**Q:** At point 4 the first level over the Fermi energy lies at 5.374 eV for spin up and at 0.165 eV for spin down. Does turning the spin over really move a band by five electronvolts?

Quantum ESPRESSO 7.5, collinear-spin LDA+U (U = 2 eV on Pd d) with GBRV 1.5 LDA potentials, for PdS2 in space group Fm-3m; cutoff 612.256 eV, 3×3×3 k mesh, Gaussian smearing of 0.05 eV. Levels are relative to the Fermi energy. Points 1 to 4 are (0, 0, 0), (1/3, 0, 1/3), (1/3, 0, −1/3) and (1/3, 1/3, 1/3) in reciprocal lattice vectors.

```csv
row,level point (row),level under 4 (eV),level under 3 (eV),level under 2 (eV),level under 1 (eV),level over 1 (eV),level over 2 (eV),level spin
1,1,-1.107,-0.112,-0.111,-0.111,4.014,4.014,up
2,1,-4.351,-1.000,-0.999,-0.999,0.095,0.096,down
3,2,-3.939,-3.817,-3.817,-3.585,0.223,0.739,up
4,2,-3.713,-3.645,-3.645,-3.452,0.382,0.890,down
5,3,-3.942,-3.391,-1.989,-1.420,0.366,0.831,up
6,3,-3.763,-3.252,-1.789,-1.296,0.534,0.973,down
7,4,-2.708,-1.608,-0.017,-0.017,5.374,6.610,up
8,4,-4.073,-2.583,-2.583,-1.438,0.165,0.165,down
```

**A:** No, those are two different bands. The columns count levels outward from the Fermi energy, so a band that crosses this energy changes column. At point 4 the spin-up levels include a pair at −0.017 eV, just under the Fermi energy. Its spin-down partner is the pair at 0.165 eV, so the true shift is about 0.18 eV.

**Q:** How do I find the partners at the other points?

**A:** Give each band the same number for both spins, counted from the bottom, and keep sets of equal levels together. The table prints only six levels, but it holds a clue: where the first level over the Fermi energy is close to zero for one spin and several electronvolts up for the other, a whole set has crossed. At points 2 and 3 both spins fill the same number of bands, and the columns match as they stand. At point 1 a triplet has crossed, and at point 4 a pair, so the columns slip by three and two places. Once matched, every spin-down level lies above its spin-up partner.

**Q:** Why above?

**A:** Electrons of equal spin keep apart and so repel each other less. The majority spin, here up, therefore feels a lower potential. A nitrogen atom shows this plainly: its three 2p electrons are parallel, and a 2p level of opposite spin lies higher. The likeness ends with the size and place of the moment, which is a whole number on one centre in the atom but about half a Bohr magneton per cell here, carried by bands.

**Q:** What if the moment shrinks to nothing?

**A:** Then the two spins feel the same potential and their levels coincide. For a small moment, theory makes the shift grow in proportion to it; the Hubbard term, with U = 2 eV on the Pd d shell, adds its own part. If all bands moved by about the same amount, one parameter would be enough:

$$E_\downarrow = E_\uparrow + s$$

Here $E_\uparrow$ and $E_\downarrow$ are the levels of one band for the two spins. I took $s = 0.16$ eV, the mean of the six pairs at point 3.

**Q:** Could I also have worked out the −0.017 eV of the spin-up pair at point 4?

**A:** Yes, by counting electrons, if you know which bands are clearly full. Five Pd d and six S p bands share 18 electrons per cell. By cubic symmetry, points 1 to 4 stand for 1, 6, 12 and 8 of the 27 mesh points. Leaving out the pair, they have 19, 16, 18 and 18 filled bands, both spins added:

$$27\cdot 18-(1\cdot 19+6\cdot 16+12\cdot 18+8\cdot 18)=11$$

**Q:** Why only 16 at point 2, where the table shows just two empty levels for each spin?

**A:** A third must be empty too. Filling it for both spins at all six such points would take twelve electrons, and only eleven remain. These eleven go into the spin-up pair, which offers two places at each of eight points. Its filling is thus $f = 11/16$.

**Q:** How does a filling become an energy?

**A:** Start from the limits. A half-filled level sits exactly at the Fermi energy, and a nearly full one lies a smearing width or more below it. Ours is a little over half full, so it lies slightly below. Close to half filling, Gaussian smearing of width $w = 0.05$ eV gives

$$E_\uparrow \approx -\sqrt{\pi}\,w\,(f-\tfrac12) = -0.017\ \text{eV}$$

which is the value in row 7. This small distance is set by the smearing width and by the way a coarse mesh shares out the electrons, so it is not a property of the compound.

**Q:** And row 8?

**A:** Add the shift: −0.017 + 0.16 gives 0.14 eV, against 0.165 eV in the table. For the next band down, start from the −1.608 eV of row 7; the rule gives −1.45 eV, and the table has −1.438 eV. Neither row was used to set $s$.

**Q:** How good is the rule elsewhere?

**A:** On ten levels at points 1, 2 and 4 it typically misses by 0.03 eV, about a fifth of the shift itself. With no shift at all the miss would be 0.17 eV. The worst case is the lowest printed level of row 4, placed 0.07 eV too low. My guess is that bands with more weight where the spin density sits shift more, which a single $s$ cannot follow. The output below lists the shifts and the main misses.

**Q:** May I conclude that this compound is magnetic?

**A:** No. The spin-up surplus is three electrons from point 1 and eleven from the pair, spread over 27 mesh points: $14/27 = 0.52$ Bohr magnetons per cell. That agrees with the moment of the calculation, but it is bookkeeping within a state already taken to be magnetic. The run was started with a moment on Pd, a calculation with a Hubbard term can stay in the state its start led to, and no nonmagnetic or antiferromagnetic state was compared. A finer mesh would also divide the electrons differently, and the moment and $s$ could change together. Nor should these levels be used for ordinary PdS2, a layered semiconductor, since the cell here has the fluorite structure.

The analysis program printed:

```
Shift of the band first over the Fermi energy for spin down, points 1 to 4, eV: 0.206, 0.159, 0.168, 0.182
Shift of the band first under the Fermi energy for spin down, points 1 to 4, eV: 0.108, 0.133, 0.124, 0.17
Rule shift, mean of six pairs at point 3, eV: 0.1587
Root mean square miss of the rule on ten other levels, eV: 0.0347
Root mean square miss with no shift on the same ten levels, eV: 0.1668
Miss (rule less table) at the largest shift, lowest printed level of row 4, eV: -0.06733
Miss (rule less table) at the smallest shift, row 2 lower triplet, eV: 0.05067
Electrons left for the 16 places of the spin-up pair: 11
Filling of each level of that pair: 0.6875
Counted moment per cell, Bohr magnetons: 0.5185
Row 7 pair estimated from the count, eV: -0.01662
Row 8 estimates for the empty pair, the level first under, and the lower pair, eV: 0.142, -1.449, -2.549
False shift at point 4 if the first levels over the Fermi energy are paired blindly, eV: -5.209
Rule shift per moment of the run, eV per Bohr magneton: 0.3065
```
